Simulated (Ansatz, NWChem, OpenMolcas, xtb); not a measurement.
## Loss of C2H2: C2H3B → BH + C2H2

Species: C2H3B `BC#C`, singlet; BH, singlet; C2H2 `C#C`, singlet. 

Shapes, held fixed at every level: PBE0-D4/def2-TZVP; BH at the measured bond length. Programs: Ansatz 0.2.0, NWChem 7.3.0, OpenMolcas 26.06, xtb 6.7.1. A level may come from different programs for different species; with the same settings they agree closely. Electronic energies: no zero-point or thermal term.

```
                             level            kind  ΔE (kJ/mol)
                          GFN2-xTB  semi-empirical       +487.8
                         HF/STO-3G    Hartree–Fock       +558.7
                          HF/3-21G    Hartree–Fock       +395.6
                       HF/def2-SVP    Hartree–Fock       +393.8
B3LYP/6-31G* (spherical functions)   global hybrid       +446.8
                     PBE0/def2-SVP   global hybrid       +452.8
```

PBE0/def2-SVP gives ΔE = +452.8 kJ/mol; the levels span +393.8 to +558.7. The median of the levels is +449.8. No measured value is set beside it here. Rows in sets without polarisation functions are far from converged.

Losing ethyne from ethynylborane is strongly endothermic at every level. The reaction is a 1,1-elimination that takes boron from the trivalent state to monovalent BH. A B–C and a B–H bond are given up for one new C–H bond, while the triple bond survives. BH is left with a lone pair and two empty p orbitals, and the donation from the alkyne π system into the vacant boron orbital is lost as well.

In the same def2-SVP basis, Hartree–Fock gives +393.8 and PBE0 +452.8 kJ/mol, which suggests that electron correlation favours the more fully bonded borane over the fragments. The much higher HF/STO-3G value probably reflects a minimal basis too rigid to describe boron equally well in two such different valence states.

The reverse reaction, insertion of BH into a C–H bond of ethyne, is therefore strongly downhill in electronic energy, but this doesn't show that it would win over addition to the triple bond to form borirene.
